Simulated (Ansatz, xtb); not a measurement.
## Relative energy of two conformers of CH6OSSi

Structure I is `C[Si@@H](O)S`, a singlet and structure II is `C[Si@H](O)S`, a singlet. Both are isolated molecules in the gas phase, relaxed with B3LYP-D3(BJ)/def2-SVP.

I (Å):

```xyz
10

C    -1.5203   -1.1569    0.2863
O    -2.6755    0.9083    1.8332
S    -0.2848    1.8476   -0.0809
Si   -2.0367    0.6321    0.3159
H    -1.1706   -1.4476   -0.7161
H    -2.3666   -1.8038    0.5675
H    -0.7044   -1.3326    1.0052
H    -3.0356    0.9645   -0.7407
H    -2.8177    1.8268    2.0904
H    -0.9778    2.8671   -0.6377
```

II (Å):

```yaml
atoms:
  - { symbol: C, position_ang: [-2.1006, -0.7108, -0.7750] }
  - { symbol: O, position_ang: [-1.2311, 1.8825, -1.4717] }
  - { symbol: S, position_ang: [-3.9219, 1.9083, 0.2418] }
  - { symbol: Si, position_ang: [-2.6373, 1.0106, -1.2502] }
  - { symbol: H, position_ang: [-2.9757, -1.3606, -0.6216] }
  - { symbol: H, position_ang: [-1.5153, -0.6883, 0.1580] }
  - { symbol: H, position_ang: [-1.4676, -1.1500, -1.5629] }
  - { symbol: H, position_ang: [-3.4989, 1.0246, -2.4665] }
  - { symbol: H, position_ang: [-1.3356, 2.8285, -1.6308] }
  - { symbol: H, position_ang: [-3.0539, 1.7212, 1.2644] }
```

Energies in hartree; the thermal terms are from B3LYP-D3(BJ)/def2-SVP harmonic frequencies (ideal gas, rigid rotor, one conformer each, 298.15 K, 1 atm) and include the zero-point energy:

|  | I | II |
| --- | --- | --- |
| E, CCSD(T)/def2-SVP | −803.096736 | −803.098283 |
| E, MP2/def2-SVP | −803.031972 | −803.033583 |
| E, MP2/def2-TZVPP | −803.582396 | −803.583779 |
| zero-point energy | 0.068922 | 0.069279 |
| H(298 K) − E | 0.077053 | 0.077155 |
| G(298 K) − E | 0.038034 | 0.038912 |

Q: Correct the CCSD(T) difference for the basis set by the MP2 change, then work out ΔE, ΔE₀, ΔH and ΔG for I → II in kcal/mol (1 Eh = 627.51 kcal/mol) and the equilibrium ratio [II]/[I].

A: 1. Differences II − I: CCSD(T) −0.001547, MP2 in the small set −0.001611, MP2 in the large set −0.001383 Eh.
2. ΔE = −0.001547 + (−0.001383 − (−0.001611)) = −0.001319 Eh = −0.83 kcal/mol.
3. ΔE₀ = ΔE + ΔZPE = −0.001319 + (+0.000357) Eh = −0.60 kcal/mol.
4. ΔH = ΔE + (+0.000102) Eh = −0.76 kcal/mol.
5. ΔG = ΔE + (+0.000878) Eh = −0.28 kcal/mol, so ΔS = (ΔH − ΔG)/T = −6.8 J/(mol K).
6. kT = 0.9442 mEh, so K = [II]/[I] = exp(−ΔG/kT) = exp(+0.47) ≈ 1.6.

The two are too close for this level to say which is favoured. An error of 1 kcal/mol in ΔG would change K by a factor of 5.4. Mirror images and further conformers aren't counted.

Other levels gave ΔE = −1.0 (B3LYP-D3(BJ)/def2-SVP); −1.0 (HF/def2-SVP); −1.0 (MP2/def2-SVP); −1.0 (CCSD(T)/def2-SVP) kcal/mol. The correlated steps freeze 12 core orbitals. Programs: Ansatz 0.2.0.

Structure II lies lower in electronic energy, but its larger zero-point energy and lower entropy offset much of that advantage in ΔG. The O–H group is oriented similarly in both, anti to methyl and gauche to sulfur; the main difference is rotation about Si–S. In II the S–H bond is staggered, anti to Si–H and between oxygen and carbon, whereas in I it leans towards Si–H. Relief of torsional strain and a more favourable S–H/oxygen electrostatic interaction probably account for the preference. Hartree–Fock already reproduces it, which argues against dispersion as the main cause. The thermal terms suggest that the thiol torsion is softer in I.

The two geometries also have opposite configurations at silicon, so bond rotation alone cannot convert I into II. Because mirror images are equal in energy, the difference still describes two conformers of a single enantiomer, once one structure is reflected. It reflects the thiol orientation, not an intrinsic preference for either handedness, and says nothing about the barrier to inversion at silicon.
